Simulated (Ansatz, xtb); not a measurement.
# C4H8FNSi: which of two isomers lies lower

We compare I, `C#C[Si@](C)(F)NC`, a singlet, with II, `C[Si@H](F)CCC#N`, a singlet. Both are isolated molecules in the gas phase, relaxed with PBE0-D3(BJ)/def2-SVP, each in the lowest conformer that the search found.

I (Å):

```json
{"atom": "C", "x (Å)": "-1.4450", "y (Å)": "1.1137", "z (Å)": "0.1924"}
{"atom": "C", "x (Å)": "-0.3762", "y (Å)": "0.9200", "z (Å)": "-0.3560"}
{"atom": "C", "x (Å)": "1.1064", "y (Å)": "0.9423", "z (Å)": "-3.0518"}
{"atom": "C", "x (Å)": "2.5577", "y (Å)": "1.9333", "z (Å)": "0.8930"}
{"atom": "F", "x (Å)": "1.5409", "y (Å)": "-0.9420", "z (Å)": "-1.0146"}
{"atom": "N", "x (Å)": "2.3934", "y (Å)": "1.6596", "z (Å)": "-0.5155"}
{"atom": "Si", "x (Å)": "1.2168", "y (Å)": "0.6472", "z (Å)": "-1.2246"}
{"atom": "H", "x (Å)": "-2.3896", "y (Å)": "1.2827", "z (Å)": "0.6786"}
{"atom": "H", "x (Å)": "0.3904", "y (Å)": "0.2417", "z (Å)": "-3.5065"}
{"atom": "H", "x (Å)": "2.0833", "y (Å)": "0.7835", "z (Å)": "-3.5352"}
{"atom": "H", "x (Å)": "0.7732", "y (Å)": "1.9684", "z (Å)": "-3.2659"}
{"atom": "H", "x (Å)": "3.1849", "y (Å)": "1.9298", "z (Å)": "-1.0887"}
{"atom": "H", "x (Å)": "3.3562", "y (Å)": "1.3324", "z (Å)": "1.3651"}
{"atom": "H", "x (Å)": "1.6204", "y (Å)": "1.7088", "z (Å)": "1.4240"}
{"atom": "H", "x (Å)": "2.7826", "y (Å)": "2.9978", "z (Å)": "1.0750"}
```

II (Å):

```xyz
15

C     0.5337    0.7215   -2.6832
C     2.2440    1.0355   -0.0799
C     1.3057    1.5720    1.0090
C    -0.0946    1.2263    0.7849
F     3.2909    1.4044   -2.6580
N    -1.1958    0.9454    0.5648
Si    1.9014    1.6432   -1.8322
H    -0.4122    0.8383   -2.1314
H     0.3881    1.0919   -3.7093
H     0.7676   -0.3533   -2.7346
H     1.6583    3.1167   -1.7985
H     3.2753    1.3365    0.1683
H     2.2358   -0.0672   -0.0777
H     1.5920    1.1894    2.0025
H     1.3697    2.6714    1.0716
```

Quicker runs give these differences E(II) − E(I): GFN2-xTB −0.689 eV; HF/STO-3G −1.270 eV (at GFN2-xTB geometries); r2SCAN-D4/def2-SVP −0.555 eV (at GFN2-xTB geometries).

Task: Estimate E(II) − E(I) at the level CCSD(T)/def2-SVP + ΔMP2/def2-TZVPP.

Result: Calculated at CCSD(T)/def2-SVP + ΔMP2/def2-TZVPP: E(II) − E(I) = −0.384 eV, so structure II lies lower.

How the difference moves with the method:

```
                             level              geometry  E(II) − E(I) (eV)  departure from the last row (eV)  job, with rough time for the two
                          GFN2-xTB              GFN2-xTB              −0.689                            −0.304              optimisation, 0.28 s
                         HF/STO-3G              GFN2-xTB              −1.270                            −0.885              single point, 0.34 s
                r2SCAN-D4/def2-SVP              GFN2-xTB              −0.555                            −0.170               single point, 3.6 s
              PBE0-D3(BJ)/def2-SVP  PBE0-D3(BJ)/def2-SVP              −0.589                            −0.205                optimisation, 71 s
                       HF/def2-SVP  PBE0-D3(BJ)/def2-SVP              −0.510                            −0.125           part of the CCSD(T) run
                      MP2/def2-SVP  PBE0-D3(BJ)/def2-SVP              −0.662                            −0.277           part of the CCSD(T) run
                  CCSD(T)/def2-SVP  PBE0-D3(BJ)/def2-SVP              −0.667                            −0.282                      single point
CCSD(T)/def2-SVP + ΔMP2/def2-TZVPP  PBE0-D3(BJ)/def2-SVP              −0.384                                                  single point, 64 s
```

As drawn, II has 2 C–C, 1 C≡N, 1 Si–H in place of 1 C≡C, 1 N–Si, 1 C–N, 1 N–H.

None of the levels shown reverses the order. The largest departure from CCSD(T)/def2-SVP + ΔMP2/def2-TZVPP is that of HF/STO-3G, 0.885 eV. The last row adds to CCSD(T) the change of the MP2 difference between the two basis sets, here +0.282 eV, a large step that makes the value less sure.

With thermal terms from frequencies at re-optimised GFN2-xTB minima (ideal gas, soft modes damped towards free rotors, one conformer each, 298.15 K, 1 atm): on the last row, ΔE + ΔZPE = −0.394, ΔH = −0.428, ΔG = −0.354 eV.

The correlated steps freeze 11 core orbitals. Run with Ansatz 0.2.0, xtb 6.7.1; the last row on 4 threads of Arm Neoverse V1 on a shared host.

Structure II is favoured because its bonding is better overall, not because every bond in it is stronger. Isomer I keeps a strong, polar Si–N bond and an N–H bond, whereas II has a comparatively weak Si–H bond. Against this, II places nitrogen in a very strong C≡N triple bond and gains C–C single bonds in place of the alkyne and the amine C–N link. The nitrile is probably the decisive contribution, though the total energies do not separate it from the rest.

MP2 and CCSD(T) nearly coincide in the small basis, at −0.662 and −0.667 eV, so the preference hardly depends on correlation beyond second order. Enlarging the basis matters far more and favours I, probably because its silicon, bound to F, N and an alkynyl carbon, needs more flexible polarisation functions. Thermal terms leave the order intact, with entropy slightly favouring I. The preference is thermodynamic and says nothing about how readily I would convert to II, which would require extensive bond reorganisation.
